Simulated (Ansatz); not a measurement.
**Telling isomers of C2H7Ge apart by their spectra**

These gas-phase data were calculated for one isomer of C2H7Ge at PBE0-D3(BJ)/def2-SVP (harmonic, unscaled wavenumbers; equilibrium rotational constants with average atomic masses):

* rotational constants: 23.48, 3.611, 3.398 GHz
* all wavenumbers above 1500 cm⁻¹: 3152, 3132, 3130, 3079, 3044, 2110, 2084
* dipole moment: 1.01 D (PBE0/def2-TZVPD)

Candidates:

(1) `C[CH2][GeH2]`, a doublet
(2) `[CH3][GeH][CH3]`, a doublet

Problem. Which candidate do the data belong to?

Solution. Candidate (1). 2 modes lie between 1900 and 2250 cm⁻¹, one for each Ge–H bond, while (2) has 1.

The same quantities for all candidates:

```
     rotational constants (GHz)               wavenumbers above 1500 cm⁻¹  dipole (D)  E above the lowest, PBE0-D3(BJ)/def2-SVP (kcal/mol)
(1)         23.48, 3.611, 3.398  3152, 3132, 3130, 3079, 3044, 2110, 2084        1.01                                                  6.9
(2)          13.46, 5.571, 4.25  3186, 3186, 3163, 3163, 3057, 3057, 2075        0.82                                                  0.0
```

Each candidate is one conformer. Open shells are spin-unrestricted. Programs: Ansatz 0.2.0.

The Ge–H stretches lie far below the C–H stretches mainly because the Ge–H bond is weaker and softer; the reduced mass is close to that of hydrogen in both. Their number identifies the ethylgermyl radical more safely than their position, since the single Ge–H mode of dimethylgermyl, at 2075 cm⁻¹, nearly coincides with the lower ethylgermyl mode at 2084 cm⁻¹. The rotational constants support the assignment independently: ethylgermyl has germanium at the end of its heavy-atom chain and is close to a prolate top, whereas central germanium makes dimethylgermyl markedly more asymmetric. The paired C–H wavenumbers of the latter suggest two equivalent methyl groups that barely couple through germanium.

Dimethylgermyl is the lower in energy, although the data belong to the other isomer. Going from ethylgermyl to dimethylgermyl formally exchanges a C–C and a Ge–H bond for a Ge–C and a C–H bond, and the strong C–H bond probably outweighs the loss of C–C bonding. The Ge–H count alone would not exclude the carbon-centred radical CH3GeH2CH2, which also has two such bonds.
